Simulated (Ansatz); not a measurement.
SrCl2: the change of energy above lowest point with volume scale

Results calculated with Ansatz 0.2.0, not measured. Free energy against uniform scaling of the volume at fixed shape and fractions; periodic cell, basis, potentials, k mesh and filling as listed.

The cell before it is scaled or strained (space group Fm-3m, No. 225):
```
SrCl2
1.0
      0.0000     3.4884     3.4884
      3.4884     0.0000     3.4884
      3.4884     3.4884     0.0000
Sr Cl
1 2
Direct
  0.00000 0.00000 0.00000
  0.25000 0.25000 0.25000
  0.75000 0.75000 0.75000
```

Settings of every row: functional PBE; dispersion none; potentials all-electron LAPW; k mesh 6x6x6; k shift 0x0x0; occupations fixed; smearing width 0 eV; spin none; basis error target 0.001 eV/atom.

```csv
row,volume scale,V (Å³/atom),energy above lowest point (meV/atom)
1,0.94,26.602,26.4
2,0.97,27.451,?
3,1,28.3,2.4
4,1.03,29.149,0
5,1.06,29.998,2.8
```

Question: what energy above lowest point should row 2 give?

Worked fit of energy above lowest point. Take u = (V_r/V)^(2/3) − 1 with V_r = 28.724 Å³ an atom, which is twice the finite (Eulerian) strain; such expansions in the strain, on which the Birch-Murnaghan equation of state is built, carry the rest volume and the bulk modulus. The shown rows have u = 0.0525, 0.00996, -0.00974, -0.02852. Least squares give energy above lowest point = 0.5 + 121.2 × u + 7088 × u² meV/atom; a straight line predicts inner rows, each left out in turn, worse (root mean square 7.1 against 0.023 meV/atom). All shown rows lie on it to the printed digit. Its lowest point lies at u = -0.0085, or V = 29.1 Å³ an atom, and the curvature there gives the bulk modulus at fixed shape and fractions, B = (4/9)(1 + u)² E″(u)/V = 34.1 GPa. The withheld row has u = 0.03068, so the fit gives 0.5 + 121.2 × (0.03068) + 7088 × (0.03068)² = 10.9 meV/atom.

The calculation gave 10.8 meV/atom. The fit lies 0.1 meV/atom (0.38 % of the column's range) above it, one unit of the last digit.
